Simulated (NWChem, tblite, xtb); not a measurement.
**Si2H5F (SMILES F[SiH2][SiH3]): the dipole moment, rung by rung**

Si2H5F has 8 atoms, charge 0, and is taken as a singlet. SMILES: `F[SiH2][SiH3]`. The coordinates come from a PBE0-D4/def2-TZVP relaxation.

Quantity: the dipole moment, in D. The values are calculated.

```
                              level            kind  program  value (D)
                           GFN2-xTB  semi-empirical   tblite       1.32
                          IPEA1-xTB  semi-empirical   tblite       1.04
                           GFN0-xTB  semi-empirical      xtb       0.99
                           GFN1-xTB  semi-empirical      xtb       0.97
                          HF/STO-3G    Hartree–Fock   NWChem       1.00
                           HF/3-21G    Hartree–Fock   NWChem       1.74
                        HF/def2-SVP    Hartree–Fock   NWChem       1.51
SVWN5/6-31+G* (spherical functions)             LDA   NWChem       1.46
 B3LYP/6-31G* (spherical functions)   global hybrid   NWChem       1.22
 B3LYP/6-31G* (Cartesian functions)   global hybrid   NWChem       1.22
```

The values span 0.97 to 1.74 D. Magnitudes only: a small dipole may point the other way at some levels. Sets without polarisation functions give poor dipoles. Without the sets that lack polarisation functions the rows with a basis span only 1.22 to 1.51 D.

Every level gives fluorodisilane a clear dipole, as expected for a strongly polar Si–F bond. The moment remains modest for so large an electronegativity difference because hydrogen is also more electronegative than silicon. The hydridic Si–H bonds on the fluorinated silicon therefore partly oppose the Si–F contribution, and donation from the fluorine lone pairs into σ* orbitals on silicon returns some of the charge.

The widest gap among the Hartree–Fock values is between 1.00 D with STO-3G and 1.74 D with 3-21G, probably because the split valence shell lets fluorine gather charge while silicon still lacks the d functions that would polarise its density back towards it. The closeness of STO-3G to three of the tight-binding values is thus no sign of accuracy. Switching between spherical and Cartesian functions leaves the B3LYP value at 1.22 D, so that choice is immaterial here. The difference between B3LYP and SVWN5 can't be assigned to the functional alone, since the diffuse functions change with it.
